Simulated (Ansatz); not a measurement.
A (110) slab of AlNi (Pm-3m (No. 221)), 6 planes, outer planes AlNi (top) and AlNi (bottom), with 12 atoms (Al6Ni6) in a surface cell of A = 11.585 Å², as cut from the bulk:

```xyz
12
Lattice="2.8622 0.0000 0.0000 0.0000 4.0477 0.0000 0.0000 0.0000 25.1193" Properties=species:S:1:pos:R:3 pbc="T T T"
Al    0.0000    2.0239    7.5000
Ni    1.4311    0.0000    7.5000
Al    0.0000    0.0000    9.5239
Ni    1.4311    2.0239    9.5239
Al    0.0000    2.0239   11.5477
Ni    1.4311    0.0000   11.5477
Al    0.0000    0.0000   13.5716
Ni    1.4311    2.0239   13.5716
Al    0.0000    2.0239   15.5954
Ni    1.4311    0.0000   15.5954
Al    0.0000    0.0000   17.6193
Ni    1.4311    2.0239   17.6193
```

Level of theory: Ansatz, DFT PBEsol, scalar-relativistic, plane waves, PAW. Plane waves to 420 eV, a k mesh through Γ of 12×9×1 on the computed 12-atom cell and Gaussian smearing (0.10 eV); no spin polarisation. The cell repeats along c with a dipole correction in the vacuum.

Against the same 12 atoms in the bulk, the slab as cut lies 2.739 eV higher and the relaxed slab 2.611 eV higher. Bulk and slab both ran without spin polarisation, so these energies, and the surface energy and work of the cut from them, are those of a non-magnetic state, though Ni often carries moments.

Q: Work out the surface energy before and after relaxation.

A: The slab has two faces, so γ = (E_slab − N·E_bulk)/(2A), the mean of both. As cut: 2.739/(2 × 11.585) = 0.1182 eV/Å², and 1 eV/Å² = 16.02 J/m², so γ = 1.89 J/m². Relaxed: 2.611/(2 × 11.585) = 0.1127 eV/Å² = 1.81 J/m². Relaxation recovers 5 % of the cost of cutting.

Q: What is the ideal work of this cut, per area?

A: Griffith's ideal work is 2γ: 3.79 J/m² if the new faces stay rigid, 3.61 J/m² if they relax. One thickness was run, 6 planes, so γ can still shift with it.

The slab was run without spin polarisation; whether its Ni atoms carry moments at the surface wasn't tested.

Cutting AlNi along (110) costs 1.89 J/m² per face, and relaxation lowers this only to 1.81 J/m², so most of the cost lies in the broken bonds rather than in the unrelaxed atomic positions. The cohesion comes largely from Ni d states hybridised with Al sp states, together with metallic bonding. A (110) cut breaks some of these Ni–Al contacts, but it exposes the densest plane of the B2 structure, where each surface atom keeps most of its unlike nearest neighbours. Both species also lie in every plane, so the faces are stoichiometric and non-polar, and no large electrostatic penalty drives a reconstruction. The modest energy gain is compatible with the rippling known for this surface, Al outward and Ni inward, but doesn't by itself establish it. The relaxed work of 3.61 J/m² describes reversible separation into two relaxed faces; the measured fracture energy would also include plastic dissipation at the crack tip. With a single orientation computed, the result doesn't show that (110) is the preferred cleavage plane.
